Dear colleague,

The temperature dependence of your A1(LO) decay in GaN follows from one rate equation and one kinematic argument. The equation fixes how the decay rate grows with temperature once the two daughter phonons are known; the kinematics decides which daughters are possible. Throughout, ω is angular frequency, numbers are ω/2πc in cm⁻¹, and Γ is the decay rate of the population, Γ = 1/τ.

1. Premises

(a) The crystal is perfect and insulating, and its potential energy is expanded to third order in the displacements. (b) The cubic term is weak, so that the golden rule holds between harmonic number states. (c) Occupations of different modes are uncorrelated, so the mean of a product is the product of the means. (d) Only the parent mode 0 is driven; I say below what changes if the daughters heat up.

With Nc cells, lattice vectors R_l, masses M_κ and normalised polarisation vectors e, the displacement is

u(lκ) = Σ_qj [ħ/(2 Nc M_κ ω_qj)]^½ e(κ|qj) exp(iq·R_l) A_qj, A_qj = a_qj + a†_−qj.

Insert this in H3 = (1/3!) Σ Φ u u u. The force constants depend only on differences of lattice vectors, so one lattice sum is free and gives Nc Δ(q1+q2+q3), where Δ is 1 if its argument is a reciprocal lattice vector (zero included) and 0 otherwise. Writing 1 for (q1, j1) and −1 for (−q1, j1),

H3 = (1/3!) Σ_123 V(1,2,3) A1 A2 A3,
V(1,2,3) = (ħ/2)^(3/2) Nc^(−½) (ω1ω2ω3)^(−½) Φ(1,2,3) Δ(q1+q2+q3). (1)

Here Φ(1,2,3) is the Fourier sum of the cubic force constants, contracted with the three polarisation vectors and divided by the square roots of the three masses. It is symmetric in its arguments.

2. The rate equation

Let mode 0 hold N quanta and modes 1 and 2 hold n1 and n2. The process 0 → 1 + 2 needs the product a0 a†1 a†2, which occurs in A0 A−1 A−2. The triple sum contains this product in 3! orders with equal coefficient, which cancels the 1/3!. The matrix element is V(0,−1,−2) [N(n1+1)(n2+1)]^½, and the reverse process has the conjugate coefficient times [(N+1) n1 n2]^½. The golden rule gives each the weight (2π/ħ²)|V|² δ(ω0−ω1−ω2). Loss minus gain is

N(1+n1)(1+n2) − (N+1) n1 n2 = N(1+n1+n2) − n1 n2,

because the term N n1 n2 cancels. A sum over ordered pairs counts every final state twice, so it carries a factor ½. With (π/ħ²)(ħ/2)³ = πħ/8,

dN/dt = −(πħ/8Nc) Σ_12 |Φ(0,−1,−2)|² Δ(q0−q1−q2) δ(ω0−ω1−ω2) [N(1+n1+n2) − n1 n2] / (ω0ω1ω2). (2)

If one pair of daughter frequencies dominates, the bracket leaves the sum and

dN/dt = −Γ0 [N(1+n1+n2) − n1 n2], (3)

where Γ0, the rest of (2), is the spontaneous rate at T = 0. The same Hamiltonian also allows 0 + 1 → 2, with bracket N n1(n2+1) − (N+1)(n1+1)n2 = N(n1−n2) − n2(1+n1). It needs a mode above ω0; I size it for GaN in section 7.

Now let the daughters be thermal, n_i = 1/(exp x_i − 1) with x_i = ħω_i/kT. Since (1+n)/n = exp x and x0 = x1 + x2, we have n0(1+n1)(1+n2) = (1+n0) n1 n2, that is n1 n2 = n0(1+n1+n2), with n0 the Bose occupation of the parent. Equation (3) becomes exactly linear,

dN/dt = −Γ (N − n0), Γ = Γ0 (1+n1+n2). (4)

The decay is a single exponential however large N is, as long as the daughters stay thermal. With 1 + 2n = coth(x/2),

1+n1+n2 = ½[coth(x1/2) + coth(x2/2)] → kT ω0/(ħω1ω2) for kT ≫ ħω1, ħω2,

with no constant term in the limit. As coth is convex for positive argument, at fixed ω1+ω2 the factor is smallest for an even split.

For the Raman line, read (3) as a damped oscillator with loss rate Γ0(1+n1)(1+n2) per N and gain rate Γ0 n1 n2 per N+1. In the master equation with these two rates the mean amplitude ⟨a0⟩ decays at half their difference, Γ/2. The transform of exp(−Γt/2) is a Lorentzian of full width Γ at half maximum, so FWHM = Γ/2πc, or 5.31 cm⁻¹ divided by τ in ps. This holds when nothing else dephases the mode.

3. Klemens and Ridley channels

Take q0 = 0, so q2 = −q1 ≡ −q, and recall that time reversal gives ω_j(−q) = ω_j(q).

In the channel of Klemens (1966) both daughters lie on one acoustic branch. Then ω1 = ω2 = ω0/2 everywhere on the energy-conserving surface, the factorisation (3) is exact, and

Γ_K = Γ0 [1 + 2n(ω0/2)] = Γ0 coth(ħω0/4kT). (5)

In the channel of Ridley (1996) one daughter is a transverse optical phonon and the other acoustic, with ω_TO(q) + ω_LA(q) = ω0, and

Γ_R = Γ0 [1 + n(ω_TO) + n(ω_LA)]. (6)

Here the split varies over the surface, so (6) is exact only for a flat or isotropic TO branch; otherwise it holds with the factor averaged over the surface with the weights of (2). A TA partner enters in the same form.

To see what Γ0 contains, replace the sum over q by Nc Ω ∫ d³q/(2π)³, with Ω the cell volume. For isotropic branches the δ function gives 4πq*²/|v1+v2|, where q* solves the energy condition and v_i = dω_i/dq. For two different branches the ordered sum holds both (TO, LA) and (LA, TO), which doubles πħ/8, and

Γ0(Ridley) = ħΩ q*² |Φ|² / (8π ω0 ω_TO ω_LA |v_TO + v_LA|).

For one branch there is no doubling, ω1ω2 = ω0²/4 and v1+v2 = 2v, so Γ0(Klemens) = ħΩ q*² |Φ|²/(8π ω0³ v). If no q* exists, the channel is closed.

4. The diatomic chain

Take masses M ≥ m, equal nearest-neighbour springs K, period a, and μ = M/m. The equations M ü_l = K(w_l + w_(l−1) − 2u_l) and m ẅ_l = K(u_(l+1) + u_l − 2w_l) have plane-wave solutions if (2K − Mω²)(2K − mω²) = 4K² cos²θ, with θ = qa/2. Define ω_A² = 2K/M, ω_B² = 2K/m, P = ω_A² + ω_B², b = 2ω_Aω_B and d = ω_B² − ω_A², so that P² − b² = d². The acoustic and optical roots are

ω_a², ω_o² = ½[P ∓ (P² − b² sin²θ)^½]. (7)

The acoustic branch rises from 0 to ω_A at the zone edge, and the optical one falls from ω0 = √P to ω_B. The sum and product of the roots give ω_a² + ω_o² = P and ω_aω_o = ½ b sinθ for 0 ≤ θ ≤ π, hence

ω_o ± ω_a = √u±, u± = P ± b sinθ. (8)

Zone-centre mode. The pair energy 2ω_a(q) takes every value from 0 to 2ω_A, so Klemens decay is possible if and only if 4ω_A² ≥ P, or 3ω_A² ≥ ω_B², or μ ≤ 3. Explicitly, ω_a² = P/4 implies ω_o² = 3P/4 and sinθ* = √3(1+μ)/(4√μ), which equals 1 at μ = 3 and exceeds 1 beyond. The channel is closed for M/m > 3.

Whole band, energy alone. The lowest optical frequency is ω_B and the largest acoustic pair energy is 2ω_A. No optical phonon has an energy-conserving acoustic pair if ω_B > 2ω_A, that is M/m > 4. This ignores momentum: two zone-edge phonons have total wave vector 2π/a, equivalent to zero, so they can only come from the zone centre, never from the zone-edge mode at ω_B.

Whole band, with crystal momentum. First, ω_a is concave. Differentiating twice, with u″ = P − u and u′² = b² − (u−P)², gives (√u)″ = −√u/4 + d²/(4u^(3/2)) for either sign. From (8), ω_a = ½(√u₊ − √u₋), so

ω_a″ = −(√u₊ − √u₋)/8 + (d²/8)(u₊^(−3/2) − u₋^(−3/2)) < 0 for 0 < θ < π,

because u₊ > u₋. Second, let the parent have 0 ≤ Q ≤ π/a and take q1, q2 between 0 and 2π/a. Then q1+q2 is Q or Q + 2π/a. At fixed sum a concave function is largest for an even split, which gives 2ω_a(Q/2) and 2ω_a(π/a + Q/2) = 2ω_a(π/a − Q/2). The second is the larger, since ω_a rises up to π/a. The mode Q is therefore closed if D(Q) = ω_o²(Q) − 4ω_a²(π/a − Q/2) is positive. Third, put x = sin²(Qa/4). The parent has sin²θ = 4x(1−x) and the daughters have sin²θ = 1−x, so (7) gives D = ½(P + R1) − 2(P − R2), with R1 = [P² − 4b²x(1−x)]^½ and R2 = (d² + b²x)^½. At Q = 0, D = 2d − P = ω_B² − 3ω_A². Rationalising the differences,

D(Q) − D(0) = 2b²x [1/(d + R2) − (1−x)/(P + R1)].

Since 4x(1−x) ≤ 1 we have R1 ≥ d, and since x ≤ 1 we have R2 ≤ P; hence P + R1 ≥ d + R2 and the bracket is not negative. The zone centre is the last mode to close. With momentum conserved, M/m > 3 closes Klemens decay for the whole optical band of the chain. M/m > 4 is the stronger condition under which it stays closed even if momentum conservation is lifted, for instance by disorder or a nearby interface that leaves the spectrum unchanged.

Two corollaries matter for GaN. By (8), (ω_o + ω_a)² = P + b sinθ > P for q ≠ 0, so the zone-centre mode cannot decay into its own optical branch plus an acoustic phonon: Ridley decay needs a second, lower optical branch. And if the springs alternate, K1 ≠ K2, then ω0² = (K1+K2)(1/m + 1/M), while the top of the acoustic band is the lower eigenvalue of a zone-edge matrix with diagonal elements (K1+K2)/M and (K1+K2)/m and a nonzero off-diagonal element, and so lies below (K1+K2)/M. M/m > 3 then remains sufficient for the zone-centre mode.

5. Kinematics of GaN

The masses 69.723 and 14.007 u give μ = 4.98, beyond both thresholds. I take ω0 ≈ 734 cm⁻¹ as a typical A1(LO) value, so Klemens decay needs acoustic phonons at 367 cm⁻¹. For longitudinal motion along c the crystal is a chain of Ga and N planes with period a = c/2 ≈ 2.59 Å (typical); in that unfolded picture the low branch that wurtzite folds back to Γ counts as acoustic.

The equal-spring chain can be calibrated in two ways. Fixed to ω0, it gives ω_A = ω0/(1+μ)^½ = 300 cm⁻¹ and ω_B = ω0[μ/(1+μ)]^½ = 670 cm⁻¹. Fixed to the sound velocity, with the compiled C33 = 398 GPa (Oses 2018) and a typical density of 6150 kg/m³, it has v = (C33/ρ)^½ = 8.04 km/s; the small-q limit of (7) is v = a[K/2(M+m)]^½, so ω_A = (2v/a)[(1+μ)/μ]^½ = 361 cm⁻¹. Both lie below 367 cm⁻¹, but the second by only 2 per cent while the two calibrations differ by 20 per cent. The chain explains the closure and does not prove it; proof needs the full dispersion. If its acoustic top is taken as approximately 340 cm⁻¹, a typical input, the best pair falls 54 cm⁻¹ short of ω0. The compiled Debye temperature of 600 K (Ioffe Institute), or 417 cm⁻¹, is no guide: a Debye cut-off accommodates the optical modes too and is not the acoustic top.

The lower optical branch comes from the macroscopic field. For polarisation along c there is one infrared-active mode, ε(ω) = ε∞ + (ε_s − ε∞) ω_TO²/(ω_TO² − ω²), and its zero gives the Lyddane–Sachs–Teller relation ω_LO/ω_TO = (ε_s/ε∞)^½. With the compiled ε_s = 10.4 parallel to c (Ioffe Institute, 300 K) and ε∞ = 5.3 (Chen 2018; a directional mean, used here for the c component), the ratio is 1.40 and ω_TO = 524 cm⁻¹. A flat TO branch leaves 210 cm⁻¹ for the acoustic partner, well inside the acoustic band. On the first chain, ω_aω_o = ω_Aω_B sinθ with ω_o² = ω0² − ω_a² gives sinθ* = 0.73 and q* = 0.5 π/a, about half-way to the unfolded zone edge. This is a magnitude only. Exactly along c the TO modes are doubly degenerate, and the sixfold axis forbids A1(LO) → TO + LA there; the TO + LA weight comes from general directions, and TO + TA contributes as well. Because TO frequencies spread over the zone, I carry a second, illustrative split, 560 + 174 cm⁻¹.

The mass criterion speaks of one polarisation at a time. The TO daughter at 524 cm⁻¹ needs acoustic phonons of only 262 cm⁻¹, below either estimate of ω_A, so energy allows its own decay into two acoustic phonons although μ > 4.

6. Numbers

With hc/k = 1.4388 cm K the occupations n(524) and n(210) are 0.001 and 0.051 at 100 K, 0.088 and 0.575 at 300 K, 0.398 and 1.528 at 600 K. The acoustic partner carries most of the temperature dependence. The factors Γ/Γ0 are:

T (K) | Ridley 524+210 | Ridley 560+174 | Klemens 367+367, if it were open
100 | 1.05 | 1.09 | 1.01
300 | 1.66 | 1.84 | 1.42
600 | 2.93 | 3.28 | 2.42

At 300 K the population relaxes to n0 = 0.030. The two Ridley splits differ by 11 per cent at 300 K, so lifetimes deserve two figures at most. Between 100 and 300 K the rate grows by a factor 1.6 for the first Ridley split and 1.4 for Klemens; between 300 and 600 K the factors are 1.8 and 1.7. All channels become linear in T, so it is your data below room temperature that identify the daughters.

Γ0 needs cubic force constants, which I have not computed. I take τ0 = 1/Γ0 = 5 ps, chosen to give the few-picosecond lifetimes typical of lightly doped GaN; the absolute scale is thus an input and no test. The model's lifetime is then 3.0 ps at 300 K and 1.7 ps at 600 K for the first split, 2.7 and 1.5 ps for the second. For the first split the model's decay width is 1.1 cm⁻¹ at T = 0, 1.8 cm⁻¹ at 300 K and 3.1 cm⁻¹ at 600 K.

7. Range of validity

Golden rule. Γ/ω0 is 0.004 at 600 K in the model, so sharp energy conservation is safe, except within a linewidth of a threshold, where |v1+v2| → 0 and the isotropic Γ0 fails.

Absorption. A1(LO) lies near the top of the spectrum; E1(LO), typically 741 cm⁻¹, is about 7 cm⁻¹ higher. For a long-wave acoustic partner |V|² scales as ω1 and the phase space as ω1², so 0 + 1 → 2 has relative weight of order (7/210)³ n(7 cm⁻¹), about 0.001 at 300 K.

Thermal expansion. With the compiled 3.17×10⁻⁶ K⁻¹ along c (Ioffe Institute) as the scale for all axes and a Grüneisen parameter of order 1, heating by 300 K shifts frequencies by about 0.3 per cent, negligible beside the uncertainty of the split.

Four-phonon decay. A decay into three equal phonons has the factor (1+n)³ − n³ = 1 + 3n + 3n², with n at ω0/3; it is 2.9 at 300 K and 9.5 at 600 K. A channel with an assumed 5 per cent of Γ0 at T = 0 would add 9 per cent to the Ridley rate at 300 K and 16 per cent at 600 K. An upward curvature at high T points to such terms.

Hot daughters. Equation (3) holds for any n1 and n2, but (4) does not. If the TO modes fill faster than they empty, N relaxes towards n1n2/(1+n1+n2) above n0, and the energy flow to the lattice slows although the coefficient of N grows.

Static disorder. Isotope mass scatter, strain and defects add a width that is nearly independent of T and need not remove energy from the LO band; subtract it before applying FWHM = Γ/2πc.

Free carriers. Premise (a) fails when the plasma frequency (n e²/ε0ε∞m*)^½ approaches ω0. With a typical m* = 0.2 mₑ it is 291 cm⁻¹ at 10¹⁸ cm⁻³ and reaches 734 cm⁻¹ near 6×10¹⁸ cm⁻³. The mode is then a coupled plasmon–phonon with electronic damping. As typical knowledge, lifetimes at the 10¹⁹ cm⁻³ of a transistor channel are a few tenths of a picosecond, so there the model's 3.0 ps is too long by roughly an order of magnitude; it applies to material well below 10¹⁸ cm⁻³.